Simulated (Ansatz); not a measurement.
LaZnSbO: energy above lowest point and pressure against volume scale

Free energy against uniform scaling of the volume at fixed shape and fractions; periodic cell, basis, potentials, k mesh and filling as listed. The results are calculated, by Ansatz 0.2.0.

The cell before it is scaled or strained (space group P4/nmm, No. 129):
```
cell vectors (Å)
   4.2604     0.0000     0.0000
   0.0000     4.2604     0.0000
   0.0000     0.0000     9.6982
atoms (fractions of the cell vectors)
La  0.00000  0.50000  0.88069
La  0.50000  0.00000  0.11931
Zn  0.00000  0.00000  0.50000
Zn  0.50000  0.50000  0.50000
Sb  0.50000  0.00000  0.68015
Sb  0.00000  0.50000  0.31985
O   0.50000  0.50000  0.00000
O   0.00000  0.00000  0.00000
```

Settings of every row: functional PBEsol; dispersion D4; potentials PAW; wave cutoff 500 eV; density cutoff 2000 eV; k mesh 5x5x2; k shift 0x0x0; occupations fermi dirac; smearing width 0.02 eV; spin none.

Limits: minimum outside the range; the cell comes from a prototype or a list of computed structures and needn't be the stable phase.

| row | volume scale | V (Å³/atom) | energy above lowest point (meV/atom) | pressure (GPa) |
| --- | --- | --- | --- | --- |
| 1 | 0.9406 | 20.697 | 0 | -1.03 |
| 2 | 0.9703 | 21.35 | ? | ? |
| 3 | 1 | 22.004 | 29 | -5.81 |
| 4 | 1.0297 | 22.658 | 56.5 | -7.64 |
| 5 | 1.0594 | 23.311 | 91 | -9.18 |

Question: what energy above lowest point and pressure should row 2 give?

Worked fit of energy above lowest point. Take u = (V_r/V)^(2/3) − 1 with V_r = 22.331 Å³ an atom, which is twice the finite (Eulerian) strain; such expansions in the strain, on which the Birch-Murnaghan equation of state is built, carry the rest volume and the bulk modulus. The shown rows have u = 0.05196, 0.00988, -0.00964, -0.02823. Least squares give energy above lowest point = 41.81 − 1412.3 × u + 11696 × u² meV/atom; a straight line predicts inner rows, each left out in turn, worse (root mean square 11 against 0.016 meV/atom). All shown rows lie on it to the printed digit. The withheld row has u = 0.0304, so the fit gives 41.81 − 1412.3 × (0.0304) + 11696 × (0.0304)² = 9.7 meV/atom.

The calculation gave 9.6 meV/atom. The fit lies 0.1 meV/atom (1 % of the value, 0.11 % of the column's range) above it, one unit of the last digit.

Worked fit of pressure. Take u = (V_r/V)^(2/3) − 1 with V_r = 22.331 Å³ an atom, which is twice the finite (Eulerian) strain; such expansions in the strain, on which the Birch-Murnaghan equation of state is built, carry the rest volume and the bulk modulus. The shown rows have u = 0.05196, 0.00988, -0.00964, -0.02823. Least squares give pressure = −6.767 + 94.2 × u + 311.7 × u² GPa; a straight line predicts inner rows, each left out in turn, worse (root mean square 0.31 against 0.012 GPa). The rows lie off it by 0.00, 0.00, 0.01, 0.00. The withheld row has u = 0.0304, so the fit gives −6.767 + 94.2 × (0.0304) + 311.7 × (0.0304)² = -3.62 GPa.

The calculation gave -3.62 GPa. The fit meets it to the printed digit.
